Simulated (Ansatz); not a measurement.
# C: energy above lowest point and pressure against volume scale

All results are calculated (Ansatz 0.2.0). Free energy against uniform scaling of the volume at fixed shape and fractions; periodic cell, basis, potentials, k mesh and filling as listed.

The cell before it is scaled or strained (space group P6_3/mmc, No. 194):
```
C
1.0
      2.5221     0.0000     0.0000
     -1.2610     2.1842     0.0000
      0.0000     0.0000     4.1186
C
4
Direct
  0.33333 0.66667 0.06250
  0.66667 0.33333 0.56250
  0.33333 0.66667 0.43750
  0.66667 0.33333 0.93750
```

Settings of every row: functional PBE; dispersion none; potentials PAW; wave cutoff 500 eV; density cutoff 2000 eV; k mesh 10x10x6; k shift 0x0x0; occupations fermi dirac; smearing width 0.1 eV; spin none.

| row | volume scale | V (Å³/atom) | energy above lowest point (meV/atom) | pressure (GPa) |
| --- | --- | --- | --- | --- |
| 1 | 0.92 | 5.218 | 66.5 | 46.48 |
| 2 | 0.9467 | 5.37 | 30.5 | 30.21 |
| 3 | 0.9733 | 5.521 | 8.9 | 15.87 |
| 4 | 1 | 5.672 | 0 | 3.2 |
| 5 | 1.0267 | 5.824 | 2.4 | -7.98 |
| 6 | 1.0533 | 5.974 | ? | ? |
| 7 | 1.08 | 6.126 | 35.7 | -26.56 |

Question: what energy above lowest point and pressure should row 6 give?

Worked fit of energy above lowest point. Take u = (V_r/V)^(2/3) − 1 with V_r = 5.5965 Å³ an atom, which is twice the finite (Eulerian) strain; such expansions in the strain, on which the Birch-Murnaghan equation of state is built, carry the rest volume and the bulk modulus. The shown rows have u = 0.04779, 0.02793, 0.0091, -0.00889, -0.02621, -0.05849. Least squares give energy above lowest point = 2.99 + 491.3 × u + 17725 × u² − 4053 × u³ meV/atom; a parabola predicts inner rows, each left out in turn, worse (root mean square 0.19 against 0.081 meV/atom). All shown rows lie on it to the printed digit. Its lowest point lies at u = -0.0138, or V = 5.714 Å³ an atom, and the curvature there gives the bulk modulus at fixed shape and fractions, B = (4/9)(1 + u)² E″(u)/V = 434 GPa. Letting shape and atoms relax would as a rule lower it, by much in layered, chain or molecular crystals. The withheld row has u = -0.04258, so the fit gives 2.99 + 491.3 × (-0.04258) + 17725 × (-0.04258)² − 4053 × (-0.04258)³ = 14.5 meV/atom.

The calculation gave 14.7 meV/atom. The fit lies 0.2 meV/atom (1.4 % of the value, 0.3 % of the column's range) below it; its largest miss of a shown row is 0.0 meV/atom.

Worked fit of pressure. Take u = (V_r/V)^(2/3) − 1 with V_r = 5.5965 Å³ an atom, which is twice the finite (Eulerian) strain; such expansions in the strain, on which the Birch-Murnaghan equation of state is built, carry the rest volume and the bulk modulus. The shown rows have u = 0.04779, 0.02793, 0.0091, -0.00889, -0.02621, -0.05849. Least squares give pressure = 9.36 + 703.47 × u + 1531.3 × u² GPa; a straight line predicts inner rows, each left out in turn, worse (root mean square 1.7 against 0.043 GPa). The rows lie off it by 0.00, 0.01, -0.02, -0.03, 0.05, -0.01 (root mean square 0.026 GPa). The pressure vanishes at u = -0.0137, or V = 5.714 Å³ an atom, and there the bulk modulus at fixed shape and fractions is B = −V dP/dV = (2/3)(1 + u) dP/du = 435 GPa. Letting shape and atoms relax would as a rule lower it, by much in layered, chain or molecular crystals. The withheld row has u = -0.04258, so the fit gives 9.36 + 703.47 × (-0.04258) + 1531.3 × (-0.04258)² = -17.82 GPa.

The calculation gave -17.85 GPa. The fit lies 0.03 GPa (0.041 % of the column's range) above it; its largest miss of a shown row is 0.05 GPa.
